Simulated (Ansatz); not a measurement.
A series in volume scale on HfB2

All results are calculated (Ansatz 0.2.0). Free energy against uniform scaling of the volume at fixed shape and fractions; periodic cell, basis, potentials, k mesh and filling as listed.

The cell before it is scaled or strained (space group P6/mmm, No. 191):
```
HfB2
1.0
      3.1400     0.0000     0.0000
     -1.5700     2.7193     0.0000
      0.0000     0.0000     3.4800
Hf B
1 2
Direct
  0.00000 0.00000 0.00000
  0.33333 0.66667 0.50000
  0.66667 0.33333 0.50000
```

Settings of every row: functional PBE; dispersion none; potentials all-electron LAPW; k mesh 11x11x8; k shift 0x0x0; occupations fermi dirac; smearing width 0.1 eV; spin none.

Limits: coarse k mesh, up to 40 meV an atom off; no spin-orbit coupling, which can matter with elements this heavy.

```
row  volume scale  V (Å³/atom)  energy above lowest point (meV/atom)
  1          0.94         9.31                                  36.7
  2          0.96        9.509                                    17
  3          0.98        9.707                                     5
  4             1        9.905                                     0
  5          1.02       10.103                                   1.3
  6          1.04       10.301                                     ?
  7          1.06       10.499                                  20.5
```

Question: what energy above lowest point should row 6 give?

Worked fit of energy above lowest point. Take u = (V_r/V)^(2/3) − 1 with V_r = 9.806 Å³ an atom, which is twice the finite (Eulerian) strain; such expansions in the strain, on which the Birch-Murnaghan equation of state is built, carry the rest volume and the bulk modulus. The shown rows have u = 0.03521, 0.02072, 0.00679, -0.00667, -0.0197, -0.0445. Least squares give energy above lowest point = 1.68 + 368.9 × u + 17791 × u² meV/atom; a straight line predicts inner rows, each left out in turn, worse (root mean square 11 against 0.031 meV/atom). All shown rows lie on it to the printed digit. Its lowest point lies at u = -0.0104, or V = 9.96 Å³ an atom, and the curvature there gives the bulk modulus at fixed shape and fractions, B = (4/9)(1 + u)² E″(u)/V = 249 GPa. Letting shape and atoms relax would as a rule lower it, by much in layered, chain or molecular crystals. The withheld row has u = -0.0323, so the fit gives 1.68 + 368.9 × (-0.0323) + 17791 × (-0.0323)² = 8.3 meV/atom.

The calculation gave 8.3 meV/atom. The fit meets it to the printed digit.
